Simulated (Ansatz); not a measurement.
**Ligand exchange: GaH2F + Cd(CH3)(SH) → GaH2(SH) + Cd(CH3)F**

Species: GaH2F `[F][GaH2]`, singlet; Cd(CH3)(SH), singlet; GaH2(SH), singlet; Cd(CH3)F, singlet. The partners trade F for SH: Ga–F and Cd–SH bonds give way to Ga–SH and Cd–F.

Shapes, held fixed at every level: PBE0-D4/def2-TZVP. Programs: Ansatz 0.2.0. Electronic energies: no zero-point or thermal term.

| level | kind | ΔE (kJ/mol) | less CCSD(T)/def2-TZVPP | CPU time (sum over the molecules) |
| --- | --- | --- | --- | --- |
| PBE-D4/def2-TZVPP | GGA | +27.1 | -11.3 | 17 s |
| wB97M-V/def2-TZVPP | range-separated hybrid | +36.6 | -1.8 | 67 s |
| wB97X-V/def2-TZVPP | range-separated hybrid | +34.8 | -3.6 | 57 s |
| B2PLYP/def2-TZVPP | double hybrid | +36.4 | -2.0 | 38 s |
| MP2/def2-TZVPP | perturbation theory | +43.8 | +5.4 | – |
| CCSD(T)/def2-SVP | coupled cluster or CI | +42.3 | +3.9 | 34 s |
| CCSD/def2-SVP | coupled cluster or CI | +43.0 | +4.6 | – |
| CCSD(T)/def2-TZVPP | coupled cluster or CI | +38.4 | 0.0 | 7.2 min |

The highest level, CCSD(T)/def2-TZVPP, gives ΔE = +38.4 kJ/mol; the levels span +27.1 to +43.8. The column of differences is taken from that level and isn't an error. No measured value is set beside it here. For atoms past krypton def2 sets carry core potentials with scalar relativity. Relativity is left out for Ga. Outer-core shells of Cd, Ga are correlated in most correlated rows, in sets that cover them unevenly. Times are processor times on shared x86 and Arm servers, and rough.

The exchange is uphill at every level, so fluoride favours gallium and thiolate favours cadmium in these molecules. This is the hard-soft pattern expected for the pair. Gallium(III) is the smaller and more highly charged centre, and it gains more from a short, strongly polar bond to fluoride. Its formally empty p orbital can also accept some fluorine lone-pair density. Cadmium(II), larger and more polarisable, loses less when fluoride is replaced by sulfur, whose diffuse valence orbitals probably match its own better.

The sign is secure against the choice of method, the magnitude less so. PBE-D4 gives the weakest preference, perhaps because it balances the polar fluoride bonds against the more covalent thiolate bonds differently, while the two range-separated hybrids and the double hybrid stay close to the coupled-cluster reference. In the small basis the triples change little, and enlarging the basis matters more than adding them. The reaction energy alone can't say how much of the preference comes from a strong Ga–F bond and how much from a favourable Cd–S bond.
